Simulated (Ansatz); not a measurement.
# AlGeH5O: structure from calculated spectroscopic constants

These gas-phase data were calculated for one isomer of AlGeH5O at PBE0-D3(BJ)/def2-SVP (harmonic, unscaled wavenumbers; equilibrium rotational constants with average atomic masses):

* rotational constants: 17.99, 2.019, 1.857 GHz
* all wavenumbers above 1500 cm⁻¹: 3971, 2149, 2129, 2127, 1922
* dipole moment: 1.38 D (PBE0/def2-TZVPD)

Candidates:

(1) `[AlH2][O][GeH3]`, a singlet
(2) `[OH][AlH][GeH3]`, a singlet

**Question.** Which structure fits?

**Answer.** Candidate (2). The band at 3971 cm⁻¹ lies where the O–H stretch is expected; (1) has no mode between 3300 and 4000 cm⁻¹.

The same quantities for all candidates:

|  | rotational constants (GHz) | wavenumbers above 1500 cm⁻¹ | dipole (D) | E above the lowest, PBE0-D3(BJ)/def2-SVP (kcal/mol) |
| --- | --- | --- | --- | --- |
| (1) | 41.88, 1.917, 1.877 | 2166, 2164, 2148, 1962, 1944 | 0.68 | 0.6 |
| (2) | 17.99, 2.019, 1.857 | 3971, 2149, 2129, 2127, 1922 | 1.38 | 0.0 |

Each candidate is one conformer. Programs: Ansatz 0.2.0.

The O–H stretch settles the choice because only (2) has a hydroxyl group; in (1) every hydrogen sits on Al or Ge. The rotational constants agree independently. The largest is 17.99 GHz for (2) but 41.88 GHz for (1), which suggests a wide Al–O–Ge angle in (1) that keeps the heavy atoms near the long axis, whereas the O–Al–Ge skeleton of (2) is clearly bent. The other two constants differ much less and discriminate poorly.

The three highest bands of (1) and the 2149, 2129 and 2127 cm⁻¹ bands of (2) are best read as Ge–H stretches. Their lower position in (2) fits germanium bonded to electropositive aluminium rather than to oxygen, which leaves less s character in the Ge–H bonds.

Energy plays no part in the assignment. Both isomers keep a strong Al–O bond, and (2) exchanges Ge–O and Al–H bonds for O–H and Al–Ge bonds at almost no net cost. A gap of 0.6 kcal/mol is too small to establish which isomer is more stable.
